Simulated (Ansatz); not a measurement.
# Pd: the change of energy above lowest point and pressure with volume per atom

Equation of state of a cubic crystal from periodic Kohn-Sham density functional theory without spin; pressure corrected for the finite basis. The results are calculated, by Ansatz 0.2.0 development build.

Cell of the first row (space group Fm-3m, No. 225):
```
CELL_PARAMETERS angstrom
0.00000 1.91710 1.91710
1.91710 0.00000 1.91710
1.91710 1.91710 0.00000
ATOMIC_POSITIONS crystal
Pd 0.00000 0.00000 0.00000
```

Settings of every row: formula Pd; structure type fcc; functional r2SCAN; spin treatment none; k mesh 15x15x15; occupation method fermi-dirac; occupation width 0.1 eV; wave cutoff 700 eV; datasets hard PAW; density cutoff ratio 4; xc grid level 2.

Limits: pseudopotentials made with PBE, not this functional; the SCF threshold is loose for a stress in some rows.

```
row  volume per atom (Å³)  energy above lowest point (meV/atom)  pressure (GPa)
  1                14.091                                 31.18          12.627
  2                 14.55                                  5.95           5.211
  3                 15.01                                     0          -0.854
  4                15.469                                     ?               ?
  5                15.929                                  32.4          -9.832
```

Question: what energy above lowest point and pressure should row 4 give?

Worked fit of energy above lowest point. Take u = (V_r/V)^(2/3) − 1 with V_r = 14.78 Å³ an atom, which is twice the finite (Eulerian) strain; such expansions in the strain, on which the Birch-Murnaghan equation of state is built, carry the rest volume and the bulk modulus. The shown rows have u = 0.03234, 0.01051, -0.01024, -0.04869. Least squares give energy above lowest point = 0.856 + 302.92 × u + 19542.1 × u² meV/atom; a straight line predicts inner rows, each left out in turn, worse (root mean square 20 against 0.5 meV/atom). The rows lie off it by 0.09, -0.25, 0.20, -0.04 (root mean square 0.17 meV/atom). The withheld row has u = -0.02992, so the fit gives 0.856 + 302.92 × (-0.02992) + 19542.1 × (-0.02992)² = 9.29 meV/atom.

The calculation gave 9.77 meV/atom. The fit lies 0.48 meV/atom (4.9 % of the value, 1.5 % of the column's range) below it; its largest miss of a shown row is 0.25 meV/atom.

Worked fit of pressure. Take u = (V_r/V)^(2/3) − 1 with V_r = 14.78 Å³ an atom, which is twice the finite (Eulerian) strain; such expansions in the strain, on which the Birch-Murnaghan equation of state is built, carry the rest volume and the bulk modulus. The shown rows have u = 0.03234, 0.01051, -0.01024, -0.04869. Least squares give pressure = 2.0297 + 293.955 × u + 1035.22 × u² GPa; a straight line predicts inner rows, each left out in turn, worse (root mean square 1.1 against 0.046 GPa). The rows lie off it by 0.008, -0.023, 0.018, -0.003 (root mean square 0.015 GPa). The pressure vanishes at u = -0.0071, or V = 14.94 Å³ an atom, and there the bulk modulus at fixed shape and fractions is B = −V dP/dV = (2/3)(1 + u) dP/du = 185 GPa. The withheld row has u = -0.02992, so the fit gives 2.0297 + 293.955 × (-0.02992) + 1035.22 × (-0.02992)² = -5.839 GPa.

The calculation gave -5.803 GPa. The fit lies 0.036 GPa (0.16 % of the column's range) below it; its largest miss of a shown row is 0.023 GPa.
